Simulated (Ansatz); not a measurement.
## SbMo: the change of pressure with volume ratio

All results are calculated (Ansatz 0.2.0). Plane-wave density functional theory, PAW datasets, Gaussian smearing 0.05 eV: equation of state, the given cell scaled in volume with shape and atoms relaxed at each volume.

The cell before it is scaled or strained (space group P6_3/mmc, No. 194):
```
SbMo
1.0
      4.3008     0.0000     0.0000
     -2.1504     3.7246     0.0000
      0.0000     0.0000     5.2049
Mo Sb
2 2
Direct
  0.00000 0.00000 0.00000
  0.00000 0.00000 0.50000
  0.33330 0.66670 0.25000
  0.66670 0.33330 0.75000
```

Settings of every row: paw set soft_2; functional PBEsol; spin treatment none; moment partition spheres; spin axis none; wave cutoff 420 eV; k mesh 10x10x6; symmetry use detected.

Atom hubbard u: 0 on all atoms.

Limits: the cell comes from a prototype or a list of computed structures and needn't be the stable phase.

| row | volume ratio | V (Å³/atom) | pressure (GPa) | energy above given cell (meV per atom) |
| --- | --- | --- | --- | --- |
| 1 | 0.96 | 20.01 | 6.396 | 16.07 |
| 2 | 0.98 | 20.427 | 3.04 | 3.89 |
| 3 | 1 | 20.844 | ? | ? |
| 4 | 1.02 | 21.261 | -2.665 | 3.54 |
| 5 | 1.04 | 21.678 | -5.084 | 13.73 |

Question: what pressure should row 3 give?

Worked fit of pressure. Take u = (V_r/V)^(2/3) − 1 with V_r = 20.844 Å³ an atom, which is twice the finite (Eulerian) strain; such expansions in the strain, on which the Birch-Murnaghan equation of state is built, carry the rest volume and the bulk modulus. The shown rows have u = 0.0276, 0.01356, -0.01312, -0.02582. Least squares give pressure = 0.0323 + 213.769 × u + 607 × u² GPa; a straight line predicts inner rows, each left out in turn, worse (root mean square 0.25 against 0.0069 GPa). The rows lie off it by 0.001, -0.003, 0.003, -0.001. The pressure vanishes at u = -0.0002, or V = 20.85 Å³ an atom, and there the bulk modulus with shape and atoms relaxed is B = −V dP/dV = (2/3)(1 + u) dP/du = 142 GPa. The withheld row has u = 0, so the fit gives 0.0323 + 213.769 × (0) + 607 × (0)² = 0.032 GPa.

The calculation gave 0.025 GPa. The fit lies 0.007 GPa (28 % of the value, 0.061 % of the column's range) above it; its largest miss of a shown row is 0.003 GPa.

The other values of row 3: energy above given cell 0 meV per atom.
